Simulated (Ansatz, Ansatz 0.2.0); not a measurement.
# Notebook: relaxing the lattice constant of fcc gold, starting with LDA

*A beginner's notebook, kept as written. Several of its settings and conclusions are unsound; a review follows at the end.*

## Experiment

The number I want to reproduce is the edge of the cubic cell of bulk gold, a = 4.078 Å at room temperature. It comes from "Mechanisms for carbon adsorption on Au(110)-(2*1): A work function analysis" (2018, arXiv:1805.06931), where it is a literature value used in setting up the calculations. The method behind it is not given with the value. Because it is a room-temperature number, it includes thermal expansion.

A second paper, "Hierarchy in the halogen activation during surface-promoted Ullmann coupling" (2020, arXiv:2003.02283), builds its gold slab with 4.0782 Å, also a literature value; no temperature is given with it. The two agree, but both are quoted from elsewhere, so I can't tell whether they are really two separate measurements.

| compared with | measured | source's wording or label | T (K) | method |
| --- | --- | --- | --- | --- |
| a (Å) | 4.078 | cubic lattice constant | room temperature | method not stated * |
| a (Å) | 4.0782 | cubic lattice constant used to build the slab | – | method not stated |

Where a quantity has several values, deviations refer to the one marked *.

Conditions are those given with the value in the passage it was taken from; "not stated" means there, and the paper may say more elsewhere.

## Plan

I want the computer to find the lattice constant of gold by itself. The model is one gold atom in the primitive fcc cell, repeated for ever, and the program changes the cell until the forces and stresses are gone. I start from a diffraction structure with a = 4.072 Å, which is a little shorter than the value I compare with. That shouldn't matter, since the cell is relaxed anyway.

My target is to be within 0.01 Å of 4.078 Å. I chose it because it is a round number. The calculation has no temperature in it and the measurement does, but I expect that to be small and will leave it out.

I start with LDA because it is the first functional in my lecture notes. If the number is bad I will go to a more expensive functional, which ought to be better.

System: Au (gold), fcc; Fm-3m (No. 225), 1 atom in the primitive cell; the database structure is a diffraction structure: a = 4.072 Å; structure from the Crystallography Open Database; note on this database entry: about 0.15 % short.

## 1. LDA with one k-point

The tutorial I worked through last week was on a water molecule in a box, and it used a 1×1×1 k mesh. Here there is only one atom, which is even less than a water molecule, so I keep that setting. It should also be fast. I expect something close to 4.08 Å.

**Run 1.** Ansatz 0.2.0: LDA, cell and atoms relaxed from the database structure, PAW set soft_2, cutoff 420 eV (default), 1x1x1 k mesh, Gaussian smearing 0.1 eV.

Key lines of the input:
```
crystal:
  # lattice and atoms
kpoints:
  mp_grid: { grid: [1, 1, 1] }
hamiltonian:
  xc: lda
scf:
  occupations: { method: gaussian, width: 0.1 }
output:
  stress: true
relax:
  adjacent_minimum: "off"
  max_steps: 30
  cell: { stress_tol: 0.03 }
```

Command:
```
ansatz run input.yaml --threads 4 --pin off --max-ram 8192MiB --backend cpu --events-out ev --progress --plain --runs-dir out
```

Selected lines of the output:
```
Basis set: ecut = 420 eV, 259 PW (Γ) [...]
k-points: 1
relax step   6: F+E_penalty+E_count = -12876.46468494 eV  [...]  P = -0.006 GPa  Ω = 13.190 Å³
  cell:  # Å, volume = 13.1904 Å³
```

Converged; 0.7 s on 4 cores of Arm Neoverse V1, shared host.

| quantity | run 1 | measured | deviation |
| --- | --- | --- | --- |
| a (Å) | 3.7506 | 4.078 | −0.3274 (−8.0 %) |
| conventional cell volume (Å³) | 52.76 |  |  |

The cell shrank to 3.7506 Å, which is 0.3274 Å too short and nowhere near my target. The run says it converged and the pressure at the end is almost zero, so I think the calculation itself is fine. I have read that LDA makes bonds too short, so that is probably the reason.

## 2. A 2×2×2 mesh

Before I give up on LDA I will turn up the k mesh, because it is an easy number to change. 2×2×2 is double in every direction, which sounds like plenty for one atom. I expect a to grow a little, perhaps to 3.8 Å, and the rest to be the fault of LDA.

**Run 2.** Ansatz 0.2.0: LDA, cell and atoms relaxed from the database structure, PAW set soft_2, cutoff 420 eV (default), 2x2x2 k mesh, Gaussian smearing 0.1 eV.

Key lines of the input, as changed from run 1:
```diff
  kpoints:
-   mp_grid: { grid: [1, 1, 1] }
+   mp_grid: { grid: [2, 2, 2] }
```

Selected lines of the output:
```
Basis set: ecut = 420 eV, 411 PW (Γ) [...]
k-points: 3 of 8
relax step   8: F+E_penalty+E_count = -12861.98052788 eV  [...]  P = +0.004 GPa  Ω = 21.059 Å³
  cell:  # Å, volume = 21.0587 Å³
```

Converged; 0.9 s of wall time.

| quantity | run 2 | measured | deviation |
| --- | --- | --- | --- |
| a (Å) | 4.3836 | 4.078 | +0.3056 (+7.5 %) |
| conventional cell volume (Å³) | 84.23 |  |  |

Now the cell is too long, 4.3836 Å, when I expected about 3.8 Å. One LDA run is 0.3274 Å short and the next is 0.3056 Å long, and both say they converged. I had read that LDA makes bonds too short, and here it makes them too long, so I don't trust LDA for gold any more. The average of the two would be quite near 4.078 Å, but I can't hand that in.

## 3. A more expensive functional: r2SCAN

I am done with LDA. r2SCAN is newer and more expensive, so it should get gold right. I am taking it with an 8×8×8 mesh, since a better functional probably deserves a better mesh too. I expect to land within my 0.01 Å.

**Run 3.** Ansatz 0.2.0: r2SCAN, cell and atoms relaxed from the database structure, PAW set soft_2, cutoff 500 eV (default), 8x8x8 k mesh, Gaussian smearing 0.1 eV.

Key lines of the input, as changed from run 1:
```diff
  kpoints:
-   mp_grid: { grid: [1, 1, 1] }
+   mp_grid: { grid: [8, 8, 8] }
  hamiltonian:
-   xc: lda
+   xc: r2scan
  relax:
-   max_steps: 30
+   max_steps: 60
```

Selected lines of the output:
```
Basis set: ecut = 500 eV, 459 PW (Γ) [...]
k-points: 29 of 512
relax step   5: F+E_penalty+E_count = -13163.47284349 eV  [...]  P = +0.025 GPa  Ω = 17.628 Å³
  cell:  # Å, volume = 17.6280 Å³
```

Converged; 2.7 s of wall time.

| quantity | run 3 | measured | deviation |
| --- | --- | --- | --- |
| a (Å) | 4.1313 | 4.078 | +0.0533 (+1.3 %) |
| conventional cell volume (Å³) | 70.51 |  |  |

4.1313 Å is much nearer than both LDA runs, so the expensive functional has helped. It is still 0.0533 Å too long, about five times my target. The gold in the experiment was at room temperature and mine isn't, so perhaps that is part of the difference.

## 4. r2SCAN with rVV10 added

The cell is too long, so something has to pull the atoms together. I have read that van der Waals forces are attractive and that rVV10 puts them in. The example I found for it was for a layered crystal, but atoms are atoms. I am also setting the mesh to 14×14×14, because this is meant to be my good run. I expect a to come down to about 4.08 Å.

**Run 4.** Ansatz 0.2.0: r2SCAN+rVV10, cell and atoms relaxed from the database structure, PAW set soft_2, cutoff 500 eV (default), 14x14x14 k mesh, Gaussian smearing 0.1 eV.

Key lines of the input, as changed from run 3:
```diff
  kpoints:
-   mp_grid: { grid: [8, 8, 8] }
+   mp_grid: { grid: [14, 14, 14] }
  hamiltonian:
+   dispersion: rvv10
```

Selected lines of the output:
```
Basis set: ecut = 500 eV, 459 PW (Γ) [...]
k-points: 104 of 2744
relax step   5: F+E_penalty+E_count = -13160.47334194 eV  [...]  P = +0.015 GPa  Ω = 17.219 Å³
  cell:  # Å, volume = 17.2188 Å³
```

Converged; 6.8 s of wall time.

| quantity | run 4 | measured | deviation |
| --- | --- | --- | --- |
| a (Å) | 4.0991 | 4.078 | +0.0211 (+0.5 %) |
| conventional cell volume (Å³) | 68.88 |  |  |

Adding the van der Waals part brought the cell down from 4.1313 to 4.0991 Å, so that was what was missing. I am still 0.0211 Å too long, about twice my target. It is annoying, because this was supposed to be the good run.

## 5. PBE with D3(BJ)

There is another van der Waals correction, D3(BJ), and a tutorial on molecular crystals uses it together with PBE. I will copy that combination and keep the 14×14×14 mesh. If rVV10 pulled the atoms together but not enough, perhaps D3 pulls harder. I hope for something under 4.09 Å, and then I can stop.

**Run 5.** Ansatz 0.2.0: PBE+D3(BJ), cell and atoms relaxed from the database structure, PAW set soft_2, cutoff 420 eV (default), 14x14x14 k mesh, Gaussian smearing 0.1 eV.

Key lines of the input, as changed from run 4:
```diff
  hamiltonian:
-   xc: r2scan
-   dispersion: rvv10
+   xc: pbe
+   dispersion: d3bj
```

Selected lines of the output:
```
Basis set: ecut = 420 eV, 339 PW (Γ) [...]
k-points: 104 of 2744
relax step   5: F+E_penalty+E_count = -13149.96971187 eV  [...]  P = -0.003 GPa  Ω = 17.256 Å³
  cell:  # Å, volume = 17.2560 Å³
```

Converged; 1.8 s on 4 cores of Intel Xeon Platinum 8375C at 2.90GHz (Ice Lake), shared host.

| quantity | run 5 | measured | deviation |
| --- | --- | --- | --- |
| a (Å) | 4.1020 | 4.078 | +0.0240 (+0.6 %) |
| conventional cell volume (Å³) | 69.02 |  |  |

4.1020 Å, so D3 didn't pull harder. This is 0.0240 Å too long and slightly worse than the run before. Two different van der Waals corrections give almost the same cell, which makes me wonder whether the 4.078 Å in the paper is a bit small.

## 6. PBEsol with D3(BJ)

I found out that the "sol" in PBEsol stands for solids, and gold is a solid, so I should have used it earlier. I am keeping D3(BJ), because the van der Waals part is what helped with r2SCAN. With both together I expect to get inside 0.01 Å at last.

**Run 6.** Ansatz 0.2.0: PBEsol+D3(BJ), cell and atoms relaxed from the database structure, PAW set soft_2, cutoff 420 eV (default), 14x14x14 k mesh, Gaussian smearing 0.1 eV.

Key lines of the input, as changed from run 5:
```diff
  hamiltonian:
-   xc: pbe
+   xc: pbesol
```

Selected lines of the output:
```
Basis set: ecut = 420 eV, 331 PW (Γ) [...]
k-points: 104 of 2744
relax step   5: F+E_penalty+E_count = -13007.74166203 eV  [...]  P = +0.011 GPa  Ω = 16.455 Å³
  cell:  # Å, volume = 16.4550 Å³
```

Converged; 1.9 s of wall time.

| quantity | run 6 | measured | deviation |
| --- | --- | --- | --- |
| a (Å) | 4.0376 | 4.078 | −0.0404 (−1.0 %) |
| conventional cell volume (Å³) | 65.82 |  |  |

Now it is too short, 4.0376 Å, which misses by 0.0404 Å on the other side. The functional made for solids has done worse than plain old PBE with the same correction. I don't understand why the van der Waals part helped before and doesn't now.

## 7. PBEsol without D3

I will take D3 off again and leave everything else alone. Without the extra pull the cell should get longer, and it needs about 0.04 Å. If this one comes out close I will take it, because I am tired of changing functionals.

**Run 7.** Ansatz 0.2.0: PBEsol, cell and atoms relaxed from the database structure, PAW set soft_2, cutoff 420 eV (default), 14x14x14 k mesh, Gaussian smearing 0.1 eV.

Key lines of the input, as changed from run 6:
```diff
  hamiltonian:
-   dispersion: d3bj
```

Selected lines of the output:
```
Basis set: ecut = 420 eV, 331 PW (Γ) [...]
k-points: 104 of 2744
relax step   5: F+E_penalty+E_count = -13007.09790141 eV  [...]  P = -0.002 GPa  Ω = 17.015 Å³
  cell:  # Å, volume = 17.0148 Å³
```

Converged; 2.4 s on 4 cores of Arm Neoverse V1, shared host.

| quantity | run 7 | measured | deviation |
| --- | --- | --- | --- |
| a (Å) | 4.0828 | 4.078 | +0.0048 (+0.1 %) |
| conventional cell volume (Å³) | 68.06 |  |  |

4.0828 Å is only 0.0048 Å too long, so I am inside my 0.01 Å at last. Taking D3 off made the cell longer, as I had hoped. PBEsol is the right functional for gold and LDA is useless for it, and van der Waals corrections are better left out for metals. I am writing down 4.0828 Å as my result and stopping here.

## Summary of runs

| run | settings | a (Å) | deviation | cost |
| --- | --- | --- | --- | --- |
| 1 | LDA, cutoff 420 eV (default), 1x1x1 k mesh | 3.7506 | −0.3274 (−8.0 %) | under 1 core-min |
| 2 | LDA, cutoff 420 eV (default), 2x2x2 k mesh | 4.3836 | +0.3056 (+7.5 %) | under 1 core-min |
| 3 | r2SCAN, cutoff 500 eV (default), 8x8x8 k mesh | 4.1313 | +0.0533 (+1.3 %) | under 1 core-min |
| 4 | r2SCAN+rVV10, cutoff 500 eV (default), 14x14x14 k mesh | 4.0991 | +0.0211 (+0.5 %) | under 1 core-min |
| 5 | PBE+D3(BJ), cutoff 420 eV (default), 14x14x14 k mesh | 4.1020 | +0.0240 (+0.6 %) | under 1 core-min |
| 6 | PBEsol+D3(BJ), cutoff 420 eV (default), 14x14x14 k mesh | 4.0376 | −0.0404 (−1.0 %) | under 1 core-min |
| 7 | PBEsol, cutoff 420 eV (default), 14x14x14 k mesh | 4.0828 | +0.0048 (+0.1 %) | under 1 core-min |
|  | measured | 4.078 |  |  |

## State of play

My result for gold is a = 4.0828 Å with PBEsol, against 4.078 Å in the paper. That is 0.0048 Å too long and inside the 0.01 Å I wanted, so I count it as reproduced.

LDA was hopeless. It gave 3.7506 Å and then 4.3836 Å, and a functional that can't even decide whether gold is too small or too big is no use to anyone. r2SCAN was supposed to be the better one and missed as well, so paying for a more expensive functional doesn't help with gold.

I still don't understand the van der Waals part. It improved r2SCAN and spoiled PBEsol. My rule from now on is to leave it out for metals.

The room temperature in the measurement can't matter much, since I got the right number without it. Next time I will start with PBEsol straight away and keep the other settings as they were in the last run, because they clearly work. If a number comes out wrong, I will change the functional until it fits.

## An expert's review

Further runs made for the review:

| reviewer's run | settings | a (Å) | deviation | cost |
| --- | --- | --- | --- | --- |
| R1 | LDA, cutoff 420 eV (default), 14x14x14 k mesh | 4.0477 | −0.0303 (−0.7 %) | under 1 core-min |
| R2 | LDA, cutoff 420 eV (default), 20x20x20 k mesh | 4.0481 | −0.0299 (−0.7 %) | under 1 core-min |
| R3 | r2SCAN, cutoff 500 eV (default), 14x14x14 k mesh | 4.1237 | +0.0457 (+1.1 %) | under 1 core-min |
| R4 | PBE, cutoff 420 eV (default), 14x14x14 k mesh | 4.1571 | +0.0791 (+1.9 %) | under 1 core-min |
|  | measured | 4.078 |  |  |

The notebook starts well: it notes that both literature values may share one origin, and that the starting cell hardly matters once it is relaxed. The target of 0.01 Å is less well chosen. It is tighter than common functionals can promise, and roughly the size of the thermal expansion the notebook leaves out.

Runs 1 and 2 fail because of their k meshes, not because of LDA. One k-point suits a molecule in a large box, but a one-atom metal cell needs many. "Converged" and a pressure near zero only mean that the relaxation finished on the mesh it was given. The warning was the jump of 0.6330 Å between the two runs, which called for a finer mesh rather than a new functional. With 14×14×14, LDA gives 4.0477 Å (R1), only 0.0303 Å short, and 20×20×20 changes that by just 0.0004 Å (R2). Either run would have cost less than a core-minute. The beginner was right not to hand in the average of two bad runs.

Run 3 changes mesh and functional together, and the credit goes to the wrong one. On the 14×14×14 mesh r2SCAN gives 4.1237 Å (R3), a larger miss than LDA's. Temperature can't explain any of the excess either, since warming lengthens the cell and the calculation has none.

Run 4 again changes two things. Of the 0.0322 Å drop, the mesh accounts for 0.0076 Å and rVV10 for 0.0246 Å, as R3 shows. A shorter cell was bound to look better here, which doesn't prove that van der Waals attraction "was what was missing".

Run 5 doesn't show that D3 pulls less than rVV10, because the functional changed too. PBE alone gives 4.1571 Å (R4), so D3 shortens its cell by about 0.055 Å, more than twice what rVV10 does to r2SCAN. That the two end up close together is no reason to doubt the measured value.

Run 6 answers the beginner's puzzle. D3 shortens the cell with PBEsol as well, but PBEsol alone was already close, so the correction overshoots. With PBE it offsets part of a large error.

Run 7 is a sound calculation and, like run 6, changes one thing only. The conclusions go too far, though. LDA isn't useless, and one overshoot doesn't justify a rule against dispersion corrections in all metals. r2SCAN's miss shows that a higher price guarantees nothing, not that no costlier functional can help. Nor does a close result show that temperature is negligible: allowing for expansion would shrink LDA's miss and widen PBEsol's, each to roughly 0.02 Å. Good settings are established by convergence tests, not by agreement with experiment, and changing the functional until the number fits removes the test altogether.

The verdict is that the sound simulations shown here reproduce gold's lattice constant to within about 2 %. Against the room-temperature value PBEsol comes closest, LDA is slightly short, and r2SCAN and PBE are too long. That spread is the familiar error of approximate functionals: LDA tends to bind solids too strongly and PBE too weakly, while PBEsol was designed to give better lattice constants.

[Logs are printed without paths, hosts, clocks, repeated set-up lines and the standing remarks that a program may print on its own settings, such as how far it seeks lower states.]

[The runs shown are a pick from a larger set of finished runs; failed, doubtful and other runs were left out of it ahead of writing. So were measured values far from every level or from commonly accepted values, and agreement can look better than it is. Lines of input and output are excerpts and may be shortened.]
